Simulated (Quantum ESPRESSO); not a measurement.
# Double well of cubic perovskite KCaCl3 along its lowest zone-centre mode, in LDA

In cubic KCaCl3 the potassium ion sits in a cage of twelve chlorides between corner-sharing CaCl6 octahedra. In the lowest zone-centre mode it moves against the chlorides, mainly those whose Ca–Cl bonds lie across the motion, while calcium hardly takes part. The frequency is imaginary, so the cubic structure gains energy when this polar displacement sets in. The frequency gives only the curvature at the start; how much is gained depends on what stops the motion. I therefore follow the energy at nine amplitudes, per atom and against the undistorted cell, and test whether a harmonic and a quartic term are enough to give the depth of the well.

## Computational details

One crystal, KCaCl3 (perovskite) (from the Materials Project, whose computed structures hold known and hypothetical phases), relaxed inside its symmetry; its lowest zone-centre mode (57i cm⁻¹ by linear response) was frozen in, to space group P4mm, with the cell and all other coordinates fixed. Program: Quantum ESPRESSO 7.5, plane waves, LDA, PseudoDojo norm-conserving potentials, scalar-relativistic, no spin-orbit coupling, no spin. Plane-wave runs: cutoff 1075 eV; k meshes with a least product of divisions and cell-vector length from 20 to 21 Å; fixed occupations. The tabled runs alone: cutoff 1075 eV, k length 21 Å, k mesh 4×4×4.

Notes on method and selection:

- For E = aQ² + bQ⁴ the ratio E/Q² is a straight line in Q²; a = ω²/2 divided by the 5 atoms of the primitive cell, and for a < 0 the minimum lies at Q² = −a/(2b) with depth a²/(4b).
- Strain and secondary modes are held, so a relaxed phase lies deeper; the depth is very sensitive to volume, which LDA puts low.
- The values come from displaced cells, with forces on their atoms.
- The displaced cells are five-atom primitive cells with the same cutoff and k mesh as the phonon run on the parent cell.
- Runs that did not converge, have known faults or may not be shown are not listed, and runs on Ansatz's PAW sets soft_1 and soft_2 are kept to separate tables.

Columns:

- Q² (u Å²): square of the mass-weighted amplitude Q of the frozen mode, per primitive cell.
- Q (u¹/2 Å): mass-weighted amplitude Q.
- largest displacement (Å): largest atomic displacement.
- energy over Q² (meV/(atom u Å²)): energy per atom over Q².
- energy (meV/atom): energy per atom against the undistorted cell.

## Numbers

```
member   Q² (u Å²)  Q (u¹/2 Å)  largest displacement (Å)  energy over Q² (meV/(atom u Å²))  energy (meV/atom)
0.067 Å  0.249      0.499       0.067                     −1.166                            −0.290
0.133 Å  0.980      0.990       0.133                     −1.131                            −1.109
0.200 Å  2.216      1.489       0.200                     −1.073                            −2.378
0.267 Å  3.949      1.987       0.267                     −0.993                            −3.920
0.333 Å  6.143      2.479       0.333                     −0.892                            −5.481
0.400 Å  8.864      2.977       0.400                     −0.770                            −6.826
0.467 Å  12.082     3.476       0.467                     −0.629                            −7.603
0.533 Å  15.738     3.967       0.533                     −0.474                            −7.460
0.600 Å  19.943     4.466       0.600                     −0.302                            −6.020
```

Least-squares fits to the whole series, with x = Q² (u Å²); R² and errors in the fitted variable (y, or ln y where the fit is in ln y):

```
y                                 members  fit                     R²    rms residual  leave-one-out rms  the same for the mean of the others
energy over Q² (meV/(atom u Å²))  9        y = −1.169 + 0.04406 x  1.00  0.0067        0.010              0.32
energy (meV/atom)                 9        y = −2.014 − 0.3273 x   0.67  1.5           2.3                2.9
```

## Interpretation

The energy falls to −7.603 meV/atom at 0.467 Å and has risen again to −6.020 meV/atom at 0.600 Å. Over the same rows $E/Q^2$ climbs almost linearly with $Q^2$, which is what a two-term model requires.

I derive that model from three assumptions. First, only the amplitude $Q$ changes, with the cell and all other coordinates held. Second, the cubic parent has an inversion centre, so $+Q$ and $-Q$ have the same energy and odd powers vanish. Third, powers above the fourth are negligible. This leaves

$$E = aQ^2 + bQ^4, \qquad E/Q^2 = a + bQ^2 .$$

The harmonic energy of the cell is $\omega^2Q^2/2$, so per atom $a = \omega^2/(2 \times 5)$. From $\omega = 2\pi c\nu$, a change of units gives roughly $\omega^2 \approx 0.0037\,\nu^2$ in meV/(u Å²), with $\nu$ in cm⁻¹ and a minus sign for an imaginary frequency. With this, linear response gives roughly −0.0037 × 57² / 10 = −1.2 meV/(atom u Å²). The fit to the displaced cells gives −1.169, so the two routes agree.

Setting $dE/dQ = 2aQ + 4bQ^3$ to zero gives $Q^2 = -a/(2b)$ and a depth of $a^2/(4b)$. With the fitted constants the minimum lies at 1.169 / (2 × 0.04406) = 13.27 u Å², between the rows at 0.467 and 0.533 Å. The depth is 1.169² / (4 × 0.04406) = 7.75 meV/atom, or 5 × 7.75 = 38.8 meV per formula unit.

The signs have a familiar reading in ionic crystals. Potassium is small for its cage, so short-range repulsion holds it weakly and the long-range dipole interaction can win, which makes $a$ negative. As the ion nears the chlorides on one side, repulsion rises steeply and makes $b$ positive. The energies fix the two constants but do not divide them into these contributions.

## Fixing and testing the model

I fix the two constants on the rows at 0.200 Å and 0.467 Å and leave the others as a test.

$b$ = (−0.629 + 1.073) / (12.082 − 2.216) = 0.0450 meV/(atom u² Å⁴)

$a$ = −1.073 − 0.0450 × 2.216 = −1.173 meV/(atom u Å²)

For each test row I first work out $E/Q^2$ and then multiply by $Q^2$ to get the energy.

- **0.067 Å:** −1.173 + 0.0450 × 0.249 = −1.162, and −1.162 × 0.249 = −0.289 meV/atom. The table has −0.290.
- **0.333 Å:** −1.173 + 0.0450 × 6.143 = −0.897, and −0.897 × 6.143 = −5.51 meV/atom. The table has −5.481.
- **0.533 Å:** −1.173 + 0.0450 × 15.738 = −0.465, and −0.465 × 15.738 = −7.32 meV/atom. The table has −7.460.
- **0.600 Å:** −1.173 + 0.0450 × 19.943 = −0.276, and −0.276 × 19.943 = −5.50 meV/atom. The table has −6.020.

Between the two fixing rows the model is good to a few hundredths of a meV/atom. At amplitudes above them it lies too high, by 0.14 meV/atom at 0.533 Å and by 6.020 − 5.50 = 0.52 meV/atom at 0.600 Å.

The depth suffers much less, because the minimum lies close to one of the fixing rows: 1.173² / (4 × 0.0450) = 7.64 meV/atom, against 7.75 from the fit to all nine rows. I take 7.7 meV/atom as the depth, uncertain by about 0.1 from the choice of fit.

## Departures from the trend

Largest departures from the fit to the whole series:

```
member   energy over Q² (meV/(atom u Å²))  fit     computed − fit  in rms residuals
0.600 Å  −0.302                            −0.290  −0.012          1.7
0.400 Å  −0.770                            −0.778  +0.008          1.3
0.067 Å  −1.166                            −1.158  −0.008          1.2
0.467 Å  −0.629                            −0.637  +0.008          1.1
```

The departures from the nine-row fit are small but ordered. The computed ratio lies below the line at the smallest amplitudes, above it from 0.267 to 0.533 Å, and below it again at 0.600 Å. There the miss of −0.012 in $E/Q^2$ amounts to −0.012 × 19.943 = −0.24 meV/atom.

The slope between neighbouring rows shows the same bend. It falls at every step, from (−1.131 + 1.166) / (0.980 − 0.249) = 0.048 at the start to (−0.302 + 0.474) / (19.943 − 15.738) = 0.041 at the end.

The assumption that fails is the cut at fourth order: a small negative term in $Q^6$ is missing, and the wall of the well is softer than a pure quartic. Relaxation of other modes cannot be the cause, since they were held in every row. The forces at large amplitude no longer follow the frozen pattern, so releasing those modes would lower the energy further, but that gain is absent from these numbers.

## What to take away

Up to 0.600 Å a harmonic and a quartic term describe this LDA energy well: the leave-one-out error in $E/Q^2$ is 0.010, against 0.32 for the mean of the others. The well is about 7.7 meV/atom deep for displacement along one cubic axis; other directions of this threefold degenerate mode may differ.

The largest omission is probably the tilting of the CaCl6 octahedra, which a five-atom cell cannot hold. KCaCl3 is indeed a tilted perovskite at room temperature, so the well found here is not the way to its stable structure. The volume matters too. LDA makes the cell too small, and a larger cage would normally deepen the polar well, whose depth is very sensitive to volume.

[Logs are printed without paths, hosts, clocks, repeated set-up lines and the standing remarks that a program may print on its own settings, such as how far it seeks lower states.]
